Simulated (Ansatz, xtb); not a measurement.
## Two isomers of C2H5FGeSi

Structure I: `C#[C][GeH2][SiH2]F`, a singlet. Structure II: `C#C[SiH2][GeH2][F]`, a singlet. Both are isolated molecules in the gas phase, relaxed with r2SCAN-D4/def2-SVP; the shapes shown needn't be the lowest conformers.

I (Å):

```csv
atom,x (Å),y (Å),z (Å)
C,-2.3484,-2.9859,-0.6356
C,-1.5009,-2.1080,-0.6491
F,-1.9845,1.2955,1.3073
Ge,-0.2169,-0.7111,-0.5912
Si,-0.5471,0.5302,1.4117
H,-3.0924,-3.7629,-0.6334
H,1.1850,-1.3408,-0.6204
H,-0.3980,0.1668,-1.8372
H,-0.5755,-0.3715,2.5979
H,0.5168,1.5619,1.5837
```

II (Å):

```yaml
atoms:
  - { symbol: C, position_ang: [-1.0053, -2.5579, 2.0781] }
  - { symbol: C, position_ang: [-1.6829, -1.6291, 1.6662] }
  - { symbol: F, position_ang: [-1.0159, -0.0448, -1.9165] }
  - { symbol: Ge, position_ang: [-1.2463, 0.9893, -0.5192] }
  - { symbol: Si, position_ang: [-2.6337, -0.2189, 0.9998] }
  - { symbol: H, position_ang: [-0.4146, -3.3798, 2.4429] }
  - { symbol: H, position_ang: [-3.0402, 0.6930, 2.1114] }
  - { symbol: H, position_ang: [-3.8519, -0.7032, 0.2889] }
  - { symbol: H, position_ang: [-1.8972, 2.2766, -1.0570] }
  - { symbol: H, position_ang: [0.1604, 1.2802, 0.0294] }
```

Problem. Which of the two would you expect CCSD(T)/def2-SVP + ΔMP2/def2-TZVPP electronic energies to favour?

Solution. Structure I; the calculation gives E(II) − E(I) = +12.9 kcal/mol.

Level by level:

```tsv
level	geometry	E(II) − E(I) (kcal/mol)	departure from the last row (kcal/mol)	job, with rough time for the two
GFN2-xTB	GFN2-xTB	+8.7	−4.2	optimisation, 0.17 s
HF/STO-3G	GFN2-xTB	+13.1	+0.3	single point, 0.42 s
r2SCAN-D4/def2-SVP//GFN2-xTB	GFN2-xTB	+9.0	−3.9	single point, 2.9 s
r2SCAN-D4/def2-SVP	r2SCAN-D4/def2-SVP	+8.8	−4.1	optimisation, 43 s
HF/def2-SVP	r2SCAN-D4/def2-SVP	+9.4	−3.4	part of the CCSD(T) run
MP2/def2-SVP	r2SCAN-D4/def2-SVP	+10.1	−2.8	part of the CCSD(T) run
CCSD(T)/def2-SVP	r2SCAN-D4/def2-SVP	+9.6	−3.3	single point
CCSD(T)/def2-SVP + ΔMP2/def2-TZVPP	r2SCAN-D4/def2-SVP	+12.9		single point, 32 s
```

As drawn, II has 1 C–Si, 1 F–Ge in place of 1 C–Ge, 1 F–Si.

None of the levels shown reverses the order. The largest departure from CCSD(T)/def2-SVP + ΔMP2/def2-TZVPP is that of GFN2-xTB, 4.2 kcal/mol. The last row adds to CCSD(T) the change of the MP2 difference between the two basis sets, here +3.3 kcal/mol, a large step that makes the value less sure.

With thermal terms from frequencies at re-optimised GFN2-xTB minima (ideal gas, soft modes damped towards free rotors, one conformer each, 298.15 K, 1 atm): the zero-point term adds −1.2 kcal/mol; ΔH is +11.9 and ΔG +11.7 kcal/mol.

The correlated steps freeze 17 core orbitals; the filled d shell of Ge is correlated, in a basis made for valence electrons. Codes used: Ansatz 0.2.0, xtb 6.7.1; the last row on 2 threads of Intel(R) Xeon(R) 6975P-C (Granite Rapids) on a shared host.

Structure I is favoured because it puts fluorine on silicon. The Si–Ge bond and the number of Si–H and Ge–H bonds are the same in both isomers, so the comparison is essentially an exchange of fluorine and ethynyl between the two centres. Silicon binds both groups more strongly than germanium does, but the preference is much larger for fluorine. Germanium's filled 3d shell screens the nuclear charge poorly, making the atom more electronegative than silicon and its bond to fluorine less polar and weaker; the longer bond also weakens the electrostatic attraction.

In def2-SVP, HF, MP2 and CCSD(T) lie close together, so the preference is already present at mean-field level and correlation changes it little. The larger basis matters more, probably because it better describes the polarised Si–F bond and the compact, electron-rich fluorine. The close match of HF/STO-3G to the final value is therefore best read as error cancellation. The energy difference says nothing about the barrier to exchanging the two substituents.
